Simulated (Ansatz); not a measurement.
# Zn: energy change per atom and pressure as volume scale varies

Plane-wave DFT, scalar-relativistic PAW made under PBE with cores redone for the functional, no dispersion; the given relaxed cell is scaled uniformly, energy at zero smearing counts from the unscaled cell, pressure at the given Fermi-Dirac smearing is positive in compression. The results are calculated, by Ansatz 0.2.0.

The cell before it is scaled or strained (space group P6_3/mmc, No. 194):
```
CELL_PARAMETERS angstrom
2.61870 0.00000 0.00000
-1.30940 2.26790 0.00000
0.00000 0.00000 4.83890
ATOMIC_POSITIONS crystal
Zn 0.33333 0.66667 0.25000
Zn 0.66667 0.33333 0.75000
```

Settings of every row: spin polarised no; functional r2SCAN; wave cutoff 500 eV; smearing width 0.1 eV; k mesh 23x23x11.

Atom starting moment: 0 on all atoms.

```
row  volume scale  V (Å³/atom)  energy change per atom (meV)  pressure (GPa)
  1          0.88       12.645                         76.78           16.18
  2          0.92       13.219                         31.27            9.47
  3          0.96       13.794                          7.19            4.19
  4          1.04       14.944                           6.1           -3.23
  5          1.08       15.519                             ?               ?
  6          1.12       16.093                         47.28           -7.74
```

Question: what energy change per atom and pressure should row 5 give?

Worked fit of energy change per atom. Take u = (V_r/V)^(2/3) − 1 with V_r = 13.794 Å³ an atom, which is twice the finite (Eulerian) strain; such expansions in the strain, on which the Birch-Murnaghan equation of state is built, carry the rest volume and the bulk modulus. The shown rows have u = 0.0597, 0.02879, 0, -0.05198, -0.09766. Least squares give energy change per atom = 7.516 + 559.65 × u + 9936.2 × u² meV; a straight line predicts inner rows, each left out in turn, worse (root mean square 28 against 1.1 meV). The rows lie off it by 0.44, -0.59, -0.33, 0.83, -0.35 (root mean square 0.54 meV). The withheld row has u = -0.07555, so the fit gives 7.516 + 559.65 × (-0.07555) + 9936.2 × (-0.07555)² = 21.95 meV.

The calculation gave 22.64 meV. The fit lies 0.69 meV (3 % of the value, 0.98 % of the column's range) below it; its largest miss of a shown row is 0.83 meV.

Worked fit of pressure. Take u = (V_r/V)^(2/3) − 1 with V_r = 13.794 Å³ an atom, which is twice the finite (Eulerian) strain; such expansions in the strain, on which the Birch-Murnaghan equation of state is built, carry the rest volume and the bulk modulus. The shown rows have u = 0.0597, 0.02879, 0, -0.05198, -0.09766. Least squares give pressure = 4.216 + 170.28 × u + 493.3 × u² GPa; a straight line predicts inner rows, each left out in turn, worse (root mean square 1.4 against 0.096 GPa). The rows lie off it by 0.04, -0.06, -0.03, 0.07, -0.03 (root mean square 0.049 GPa). The withheld row has u = -0.07555, so the fit gives 4.216 + 170.28 × (-0.07555) + 493.3 × (-0.07555)² = -5.83 GPa.

The calculation gave -5.78 GPa. The fit lies 0.05 GPa (0.21 % of the column's range) below it; its largest miss of a shown row is 0.07 GPa.
